# Relative rates: OH with propane against ethane

## The setting

An air-filled chamber at fixed temperature and pressure holds propane, X, and ethane, the reference R. A lamp makes OH. You can follow $[X]$ and $[R]$ in time, but you cannot follow $n(t)=[\mathrm{OH}]$, and you want $r=k_X/k_R$.

The conventions are these. Concentrations are number densities. Each $k$ is the total coefficient for H abstraction per molecule, so $k_X$ sums the primary and secondary sites of propane. The gas is well mixed. The alkyl radicals add O$_2$, and nothing re-forms either alkane. Atomic units are used until the last section: density in $a_0^{-3}$, time in $\hbar/E_h$, $k$ in $a_0^3E_h/\hbar$.

As given inputs take $k_X=1.8\times10^{-4}$ and $k_R=4.0\times10^{-5}$, approximate values typical of room temperature. The model treats them as exact, so $r=4.5$. The numbers below show which analysis returns this input and which distorts it. They do not determine the real ratio.

## Step 1: remove the unknown

$$\frac{d[X]}{dt}=-k_X\,n(t)\,[X],\qquad \frac{d[R]}{dt}=-k_R\,n(t)\,[R].$$

**Predict.** Divide each equation by its own concentration and integrate from $0$ to $t$. Through how many quantities does the unknown function $n(t)$ survive?

**Answer.** Through one, the exposure $E(t)=\int_0^t n(t')\,dt'$. With $y_X=\ln([X]_0/[X]_t)$ and $y_R=\ln([R]_0/[R]_t)$,

$$y_X=k_XE,\qquad y_R=k_RE .$$

Both alkanes share the gas and therefore share $E$. Eliminating it gives the general statement:

$$\ln\frac{[X]_0}{[X]_t}=\frac{k_X}{k_R}\,\ln\frac{[R]_0}{[R]_t},\qquad\text{or}\qquad \frac{[X]_t}{[X]_0}=\left(\frac{[R]_t}{[R]_0}\right)^{r}. \tag{1}$$

No property of $n(t)$ was used. Time, the initial concentrations and any constant detector response factor have dropped out.

## Step 2: the smallest model with feedback

Let the alkanes influence the OH that destroys them. Three species suffice. OH is made at a constant rate $P$ and is lost to X, to R and to a lumped first-order sink $\kappa$ (precursor, products, walls), held constant:

$$\frac{dn}{dt}=P-n\left(k_X[X]+k_R[R]+\kappa\right),\qquad n(0)=0 .$$

**Predict.** Each term on the right is a total time derivative. Write the integrated balance before reading on.

**Answer.** Since $nk_X[X]=-d[X]/dt$, likewise for R, and $n=dE/dt$,

$$Pt=[X]_0\left(1-e^{-k_XE}\right)+[R]_0\left(1-e^{-k_RE}\right)+\kappa E+n . \tag{2}$$

This is exact. Every OH made has reacted with propane, with ethane or with the sink, or is still present. The last share is tiny. Dropping it gives $t$ as an explicit function of $E$, and differentiating that function gives the steady-state density

$$n=\frac{P}{k_X[X]_0e^{-k_XE}+k_R[R]_0e^{-k_RE}+\kappa}. \tag{3}$$

With $E$ as parameter the model is solved in closed form.

Choose $[X]_0=[R]_0=4\times10^{-12}$, $\kappa=4\times10^{-16}$ and $P=2\times10^{-32}$. The initial loss frequencies are $k_X[X]_0=7.2\times10^{-16}$ and $k_R[R]_0=1.6\times10^{-16}$, the total with $\kappa$ is $12.8\times10^{-16}$, and the OH lifetime is $7.8\times10^{14}$. After a few lifetimes $n=1.56\times10^{-17}$.

**Predict.** Under a constant lamp, does $n$ rise, fall or stay level? What does that do to a plot of $y_X$ against time?

**Answer.** The denominator of (3) shrinks as the alkanes are consumed, so $n$ rises and the plot curves upward.

| $E$ | $t/10^{20}$ | $n/10^{-17}$ | $y_R$ | $y_X$ | $10^{20}\,y_X/t$ |
|---|---|---|---|---|---|
| 2500 | 1.415 | 1.99 | 0.100 | 0.450 | 0.318 |
| 5000 | 2.549 | 2.43 | 0.200 | 0.900 | 0.353 |
| 7500 | 3.500 | 2.84 | 0.300 | 1.350 | 0.386 |

Rework the middle row. In units of $10^{-12}$, propane has taken 2.3737, ethane 0.7251 and the sink 2.0000, together 5.0988, and division by $P$ gives the time. The dropped term $n$ is a fraction $4.8\times10^{-6}$ of that sum, below the figures printed for $t$.

Now compare with (1). The apparent first-order constant in the last column drifts, yet $y_X/y_R=4.5$ in every row. In the middle row 0.819 of the ethane remains, and $0.819^{4.5}=0.407$ is the propane fraction $e^{-0.900}$. The steady-state approximation touched only the columns that contain $t$ or $n$. The pair $(y_R,y_X)$ depends on $E$ alone and obeys (1) exactly.

**Predict.** A dirtier chamber doubles $\kappa$. What happens to the point $(0.200,\,0.900)$?

**Answer.** It stays on the line and is reached later, at $t=3.549\times10^{20}$ by (2). The values of $P$, $\kappa$, $[X]_0$ and $[R]_0$ set only how fast the system moves along the line.

## Step 3: side losses

Let X and R also disappear by first-order routes that do not involve OH, such as dilution or wall uptake, with constants $\lambda_X$ and $\lambda_R$:

$$\frac{d\ln[X]}{dt}=-k_Xn-\lambda_X,\qquad \frac{d\ln[R]}{dt}=-k_Rn-\lambda_R .$$

**Predict.** Repeat Step 1. Where do the new terms go, and does time still drop out?

**Answer.** Now $y_X=k_XE+\lambda_Xt$ and $y_R=k_RE+\lambda_Rt$, so

$$y_X-\lambda_Xt=\frac{k_X}{k_R}\left(y_R-\lambda_Rt\right). \tag{4}$$

Each logarithm loses its own term, and the reference term sits inside the bracket. Time must now be recorded, and the $\lambda$ must come from a separate run without OH or, for dilution, from an inert tracer. A loss coefficient that varies in time enters as $\int_0^t\lambda\,dt'$.

**Predict.** Dilution removes both gases with the same $\lambda$. Does it cancel from the uncorrected ratio $y_X/y_R$?

**Answer.** No. Setting $\lambda_X=\lambda_R=\lambda$ in (4),

$$\frac{y_X}{y_R}=r-(r-1)\frac{\lambda t}{y_R}. \tag{5}$$

It cancels only for $r=1$. Otherwise it pulls the ratio toward 1, in proportion to the share of the reference loss that is dilution.

For numbers, prescribe a fading source, $n=n_0e^{-t/\tau}$, for which $E=n_0\tau\left(1-e^{-t/\tau}\right)$. Take $n_0=3\times10^{-17}$, $\tau=2\times10^{20}$ and $\lambda=2\times10^{-22}$, so $n_0\tau=6000$.

| $t/10^{20}$ | $E$ | $\lambda t$ | $y_R$ | $y_X$ | $y_X/y_R$ |
|---|---|---|---|---|---|
| 1 | 2361 | 0.02 | 0.1144 | 0.4449 | 3.89 |
| 2 | 3793 | 0.04 | 0.1917 | 0.7227 | 3.77 |
| 4 | 5188 | 0.08 | 0.2875 | 1.0138 | 3.53 |

The local slope of the raw plot is $(k_Xn+\lambda)/(k_Rn+\lambda)$. It starts at 4.00 and tends to 1 as OH fades. In the last row dilution makes up 28 % of the ethane logarithm, because ethane reacts slowly. Equation (4) repairs that row: $(1.0138-0.08)/(0.2875-0.08)=4.50$.

**Predict.** Someone corrects propane only. Is the result closer to 4.5 than the raw value?

**Answer.** It is farther: $(1.0138-0.08)/0.2875=3.25$.

**Predict.** Does a straight raw plot through the origin prove that side losses are absent?

**Answer.** No. For constant $n=n_0$ the local slope is constant, and the plot is a perfect line of slope 4.00.

## What the general statement needs

- **One reactive partner.** A second oxidant with exposure $E'$ gives $y_X/y_R=(k_XE+k_X'E')/(k_RE+k_R'E')$, which is again a straight line of the wrong slope if $E'/E$ is constant.
- **No source of X or R**, and no product hidden in their signals.
- **A constant ratio $r$.** The two coefficients depend differently on temperature, so the run must be isothermal.
- **The same exposure for both**, which mixing ensures.

The method yields $r$ only. An absolute $k_X=rk_R$ carries the full relative uncertainty of the adopted $k_R$.

## Conversion to laboratory units

The units are $a_0^{-3}=6.748\times10^{24}$ cm$^{-3}$, $\hbar/E_h=2.419\times10^{-17}$ s, $a_0^3E_h/\hbar=6.126\times10^{-9}$ cm$^3$ s$^{-1}$, and $1.632\times10^{8}$ cm$^{-3}$ s for exposure.

| Quantity | Laboratory value |
|---|---|
| $k_X$, $k_R$ | $1.10\times10^{-12}$, $2.45\times10^{-13}$ cm$^3$ s$^{-1}$ |
| $[X]_0=[R]_0$ | $2.70\times10^{13}$ cm$^{-3}$, or 1.10 ppm at 298 K and 1 atm |
| $P$, $\kappa$ | $5.58\times10^{9}$ cm$^{-3}$ s$^{-1}$, 16.5 s$^{-1}$ |
| Step 2, middle row | $E=8.16\times10^{11}$ cm$^{-3}$ s, $t=1.71$ h, $n=1.64\times10^{8}$ cm$^{-3}$ |
| $n_0$, $\tau$ | $2.02\times10^{8}$ cm$^{-3}$, 1.34 h |
| $\lambda$ | $8.27\times10^{-6}$ s$^{-1}$, or 0.0298 h$^{-1}$ |

The logarithms and the slope $r=4.5$ are pure numbers and need no conversion.